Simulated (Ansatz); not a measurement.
A series in volume per atom on ZnAg

Results calculated with Ansatz 0.2.0, not measured. Periodic Kohn-Sham DFT of a crystal at fixed atoms; pressure and stress are positive in compression; the energy is the free energy less that of spherical unpolarised free atoms; site moments are those in the method's own spheres, positive along +z.

Cell of the first row (space group Pm-3m, No. 221):
```
ZnAg
1.0
      3.0916     0.0000     0.0000
      0.0000     3.0916     0.0000
      0.0000     0.0000     3.0916
Zn Ag
1 1
Direct
  0.50000 0.50000 0.50000
  0.00000 0.00000 0.00000
```

Settings of every row: method frozen-core PAW; functional LDA; relativity scalar; k mesh 12x12x12; filling fermi-dirac; smearing width 0.03 eV; wave cutoff 420 eV; paw set soft_2.

Atom start moment: 0 on all atoms.

Limits: PAW files made with PBE.

| row | volume per atom (Å³) | pressure (GPa) |
| --- | --- | --- |
| 1 | 14.774 | -1.673 |
| 2 | 15.089 | -4.109 |
| 3 | 15.403 | -6.229 |
| 4 | 15.56 | -7.183 |
| 5 | 15.717 | -8.071 |
| 6 | 15.875 | -8.897 |
| 7 | 16.032 | -9.665 |
| 8 | 16.346 | -11.041 |
| 9 | 16.66 | ? |

Question: what pressure should row 9 give?

Worked fit of pressure. Take u = (V_r/V)^(2/3) − 1 with V_r = 15.639 Å³ an atom, which is twice the finite (Eulerian) strain; such expansions in the strain, on which the Birch-Murnaghan equation of state is built, carry the rest volume and the bulk modulus. The shown rows have u = 0.03866, 0.02415, 0.01019, 0.00338, -0.00331, -0.00994, -0.01641, -0.02905. Least squares give pressure = −7.6365 + 132.95 × u + 548.92 × u² GPa; a straight line predicts inner rows, each left out in turn, worse (root mean square 0.19 against 0.0055 GPa). The rows lie off it by 0.003, -0.003, -0.004, -0.002, 0.000, 0.007, 0.005, -0.006 (root mean square 0.0043 GPa). The withheld row has u = -0.04129, so the fit gives −7.6365 + 132.95 × (-0.04129) + 548.92 × (-0.04129)² = -12.190 GPa.

The calculation gave -12.223 GPa. The fit lies 0.033 GPa (0.31 % of the column's range) above it; its largest miss of a shown row is 0.007 GPa. This row lies beyond the range of the fit.
